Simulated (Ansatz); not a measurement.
# Zn: the change of energy above lowest point with volume scale

Free energy against uniform scaling of the volume at fixed shape and fractions; periodic cell, basis, potentials, k mesh and filling as listed. The results are calculated, by Ansatz 0.2.0.

The cell before it is scaled or strained (space group Fm-3m, No. 225):
```
CELL_PARAMETERS angstrom
0.00000 1.96480 1.96480
1.96480 0.00000 1.96480
1.96480 1.96480 0.00000
ATOMIC_POSITIONS crystal
Zn 0.00000 0.00000 0.00000
```

Settings of every row: functional PBEsol; dispersion none; potentials PAW; wave cutoff 420 eV; density cutoff 1680 eV; k mesh 13x13x13; k shift 0x0x0; occupations fermi dirac; smearing width 0.15 eV; spin none.

Limits: coarse k mesh, up to 40 meV an atom off; the cell comes from a prototype or a list of computed structures and needn't be the stable phase.

| row | volume scale | V (Å³/atom) | energy above lowest point (meV/atom) |
| --- | --- | --- | --- |
| 1 | 0.92 | 13.956 | 0 |
| 2 | 0.9467 | 14.361 | 0 |
| 3 | 0.9733 | 14.765 | 5.9 |
| 4 | 1 | 15.17 | 16.5 |
| 5 | 1.0267 | 15.575 | 31.1 |
| 6 | 1.0533 | 15.979 | ? |
| 7 | 1.08 | 16.384 | 69.7 |

Question: what energy above lowest point should row 6 give?

Worked fit of energy above lowest point. Take u = (V_r/V)^(2/3) − 1 with V_r = 14.968 Å³ an atom, which is twice the finite (Eulerian) strain; such expansions in the strain, on which the Birch-Murnaghan equation of state is built, carry the rest volume and the bulk modulus. The shown rows have u = 0.04778, 0.02798, 0.00914, -0.0089, -0.02615, -0.05848. Least squares give energy above lowest point = 10.64 − 591.7 × u + 7462 × u² + 5336 × u³ meV/atom; a parabola predicts inner rows, each left out in turn, worse (root mean square 0.25 against 0.068 meV/atom). All shown rows lie on it to the printed digit. Its lowest point lies at u = 0.0381, or V = 14.15 Å³ an atom, and the curvature there gives the bulk modulus at fixed shape and fractions, B = (4/9)(1 + u)² E″(u)/V = 87.5 GPa. The withheld row has u = -0.04264, so the fit gives 10.64 − 591.7 × (-0.04264) + 7462 × (-0.04264)² + 5336 × (-0.04264)³ = 49.0 meV/atom.

The calculation gave 49 meV/atom. The fit meets it to the printed digit.
